Simple-hexagonal silicon, a metallic high-pressure form, contains straight chains of atoms along its c axis. Here it is held near zero mean pressure, and one atom is pushed along its chain while the others stay fixed. For each displacement $x$ the table gives the energy change $E$, the force $F$ along the direction of positive $x$, and the pressure $P$, all in the local density approximation.

Simple-hexagonal Si (a = 2.608, c = 2.471 Å; 14.56 Å³ an atom), one atom of an 8-atom cell moved along c, all else fixed. Ansatz 0.2.0, plane-wave LDA with PAW datasets made for PBE, scalar-relativistic, no spin polarisation, 420 eV cutoff, 12×12×12 k mesh, 0.15 eV Gaussian smearing. Energies are free energies relative to the undisturbed cell; pressure is positive in compression.

| displacement (Å) | energy change (eV a cell) | force along direction (eV/Å summed over the moved atoms) | pressure (GPa) |
| --- | --- | --- | --- |
| -0.2 | 0.147 | 1.644 | 0.75 |
| -0.1 | 0.033 | 0.689 | 0.20 |
| 0 | 0.000 | 0.000 | 0.03 |
| 0.025 | 0.002 | -0.162 | 0.04 |
| 0.05 | 0.008 | -0.328 | 0.07 |
| 0.075 | 0.018 | -0.501 | 0.13 |
| 0.125 | 0.053 | -0.896 | 0.31 |
| 0.15 | 0.078 | -1.123 | 0.43 |
| 0.175 | 0.109 | -1.372 | 0.58 |

**(a) The rows at −0.2 and −0.1 Å have forces of the opposite sign, and one of them has the highest energy. Do they follow a law of their own?**

*Solution.* The atom sits midway between two equal neighbours. Pushing it to either side shortens one contact and lengthens the other by the same amount, so $+x$ and $-x$ are mirror images of one structure. The two rows therefore belong to the same curve as the rest, with the force reversed because it always points back to the centre. They stand out because they lie on the other side and one of them goes furthest.

The mirror plane also decides which terms the energy may contain. Only even powers of $x$ survive, and the force, being minus the slope of the energy, has only odd ones:

$$E=\tfrac12 kx^2+\tfrac14 qx^4,\qquad F=-(kx+qx^3).$$

Here $k$ is the spring constant and $q$ measures how the spring hardens. In diamond-type silicon an atom pushed along a bond has a neighbour ahead but none directly behind. There a cubic energy term is allowed, and the two directions differ.

**(b) Find $k$ and $q$ from the rows at zero and positive displacement, and predict the row at −0.2 Å. How large is the break that remains, and what may cause it?**

*Solution.* A least-squares fit to these seven forces gives $k=6.45$ eV/Å² and $q=45.7$ eV/Å⁴. The row at −0.2 Å took no part in the fit and lies beyond its range. The predicted force is

$$6.45\times0.2+45.7\times0.2^3=1.290+0.366=1.656\ \text{eV/Å}.$$

The computed force is 1.644 eV/Å, so the law is 0.7 % too high. A purely harmonic spring would give only 1.290 eV/Å, so hardening is a large effect at this distance.

No row breaks the pattern abruptly. The small miss at −0.2 Å does exceed the rounding of the table, and it means that the hardening begins to slacken. Plotted against $x^2$, the stiffness $-F/x$ climbs ever more steeply up to about 0.125 Å and less steeply beyond. A single further term in $x^5$ could absorb most of the miss, but it could not follow this change of pace, nor explain it.

One possible source is the electrons at the Fermi level, whose occupations are smeared over 0.15 eV. Extrapolating the energies to zero smearing lowers the average restoring force between 0.025 and 0.125 Å by 0.007 eV/Å, and raises it between 0.175 and 0.2 Å by 0.004 eV/Å. These shifts are of the same order as the miss, so the curve is sensitive to the occupations at this level. They do not remove the miss, however: the same law fitted to the extrapolated energies still gives too high an energy at 0.2 Å. As far as this extrapolation can tell, the smearing itself is therefore not the source, and a role of the electrons at the Fermi level remains a hint, not a proof, since no second smearing width or k mesh was run.

A smooth curve is to be expected here, because the push is short and the smearing lets the occupations of this metal shift gradually. A sharper feature would be expected where the edge of a band crosses the Fermi level, and more so with less smearing.

**(c) The force changes sign at the centre, but the pressure rises on both sides. Why, and what does this reveal about the spring?**

*Solution.* The force on the atom is the difference between what its two contacts do, whereas the pressure depends on their combined effect. Shortening one contact adds more push than lengthening the other by the same amount takes away. On balance the chain gains an outward push, whichever way the atom moves.

The stresses of the same calculations support this picture. The undisturbed cell is under tension along c and under compression in the plane, which nearly cancel in the mean pressure. Between 0 and 0.2 Å the stress along c, counted positive in compression, rises by 2.6 GPa and turns from tension to compression, while the in-plane stress falls by 0.2 GPa. The two chain neighbours, which are copies of one atom in the repeating cell, also take most of the reaction force: 76 % at the smallest displacement and 81 % at the largest.

The pressure also shows how the spring depends on volume $V$. Let the cell and the displacement scale together, and let $n$ be the percentage loss of $k$ for 1 % more volume. Differentiating $\tfrac12 k(V)x^2$ gives

$$P-P_0=\frac{kx^2}{2V}\left(n-\tfrac23\right),$$

where $P_0$ is the pressure at $x=0$ and the $\tfrac23$ arises because $x$ grows with the cell. A least-squares line in $x^2$ through the same seven rows has a slope of 18.0 GPa/Å², and it meets every pressure in the table within 0.01 GPa. With $V=8\times14.56$ Å³ this gives $n\approx4.7$: a cell with 1 % more volume holds the atom about 5 % less stiffly.

This stiffness belongs to a particular pattern of motion. The cell repeats, so every second atom of the chain moves along with the first. A restoring force for this pattern does not show that the crystal is stable against all others.
